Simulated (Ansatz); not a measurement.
## From C to Sn: the atomisation energy (no zero-point term)

One atom is swapped for its congeners: Se(CH3)2 (dimethyl selenide); Se(CH3)(SiH3); Se(CH3)(GeH3); Se(CH3)(SnH3). All are singlets with charge 0.

Shapes, held fixed at every level: PBE0-D4/def2-TZVP. Programs: Ansatz 0.2.0. Values in eV.

```
              level  Se(CH3)2  Se(CH3)(SiH3)  Se(CH3)(SnH3)
        HF/def2-SVP     24.32          22.04          19.43
  PBE-D4/def2-TZVPP     33.09          29.61          27.05
BHLYP-D4/def2-TZVPP     31.87          29.07          26.43
 wB97X-V/def2-TZVPP     32.64          29.71          27.16
       MP2/def2-SVP     30.92          27.61          25.05
     MP2/def2-TZVPP     32.09          28.88          26.20
 CCSD(T)/def2-TZVPP     31.95          28.92          26.50
```

Question: Estimate the column for Se(CH3)(GeH3) from its neighbours.

Answer: The mean of the neighbours at CCSD(T)/def2-TZVPP is 27.71 eV, against 27.89 from the run. All rows: HF/def2-SVP 20.82; PBE-D4/def2-TZVPP 28.43; BHLYP-D4/def2-TZVPP 27.76; wB97X-V/def2-TZVPP 28.48; MP2/def2-SVP 26.53; MP2/def2-TZVPP 27.77; CCSD(T)/def2-TZVPP 27.89 eV. At CCSD(T)/def2-TZVPP the atomisation energy falls at every step, from 31.95 to 26.50 eV. Every level shows the same order. For atoms past krypton def2 sets carry core potentials with scalar relativity. Relativity is left out for Ge, Se unless named. Correlated rows may include outer-core shells of Ge, Se, Sn, which these sets cover unevenly. Spin-orbit coupling, which grows down the group, is left out (summed over each molecule's free atoms 0.12, 0.14, 0.24, 0.43 eV).

The fall from 31.95 to 26.50 eV mainly reflects weaker bonds to hydrogen, since each swap replaces three C–H bonds but only one C–Se bond. Carbon's 2s and 2p orbitals are compact and similar in size, so they hybridise well and overlap strongly with hydrogen. In the heavier congeners the valence p orbitals are more diffuse and match the s orbital less well. The Se–Si bond is probably no weaker than Se–C, because its polarity offsets part of the loss.

Germanium lies above the mean of its neighbours at every level, though only barely with BHLYP. This fits the poor screening by its filled 3d shell, which keeps germanium close to silicon in size and makes interpolation down the group slightly too low. Hartree–Fock misses much of the binding yet gives the same order, so correlation adds to the total without creating the trend. These totals do not separate the Se–E bond from the E–H bonds, so they cannot rank the molecules by ease of Se–E cleavage.
